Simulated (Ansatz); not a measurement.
From Si(OH)3 to SiF3: predicting a member

On one Si centre, n of the OH ligands are replaced by F. The HOMO–LUMO gap y in eV at wB97X-V/def2-TZVPP. Shapes, held fixed at every level: PBE0-D4/def2-TZVP. Flexible molecules stand in one conformer, not always the lowest. Programs: Ansatz 0.2.0.

| molecule | n | y (eV) |
| --- | --- | --- |
| Si(OH)3 | 0 | 8.00 |
| Si(OH)2F | 1 | ? |
| Si(OH)F2 | 2 | 8.32 |
| SiF3 | 3 | 8.56 |

Task: Fit y = c + s·n to the known rows and predict Si(OH)2F.

Result: 
1. Means of the 3 rows: n = 1.66667, y = 8.293.
2. Σ(Δn)² = 4.6667, Σ(Δn·Δy) = 0.85333, so the slope is 0.85333/4.6667 = 0.18286.
3. Intercept: 8.293 − (0.18286) × 1.66667 = 7.988. The largest residual of the fit is 0.034.
4. Si(OH)2F: 7.988 + (0.18286) × 1 = 8.17 eV.

The run gave 8.12 eV, so the prediction is off by +0.05 eV, more than the scatter of the fit. The step per swap changes from +0.12 to +0.24 eV along the series, so a line misses the bend. Other levels give for Si(OH)2F: PBE0-D4/def2-TZVPP 4.17; r2SCAN0-D4/def2-TZVPP 4.77; wB97M-V/def2-TZVPP 7.54 eV. Orbital gaps aren't excitation energies, and the LUMO depends on the basis. Open shells run unrestricted unless RO is named.

The gap widens with every OH replaced by F, and the computed 8.12 eV for Si(OH)2F keeps that order. These are silicon-centred radicals whose unpaired electron sits in a pyramidal, s-rich hybrid with some Si–X antibonding character. Fluorine draws more p character into its bonds, leaving more s character in the singly occupied orbital, and its lone pairs push that orbital up less than those of OH do. Both effects should bind the unpaired electron more tightly, which probably opens the gap. The growing step suggests that the substituents act cooperatively through hybridisation and pyramidalisation rather than as independent increments.

The line is therefore a useful interpolation but not evidence of strict additivity, and three points with two fitted parameters leave too little freedom for the residuals to gauge the prediction error. The spread from 4.17 to 8.12 eV for one molecule, probably due largely to the different treatment of long-range exchange, dwarfs the substituent effect, so the ordering within one level means more than the absolute gap.
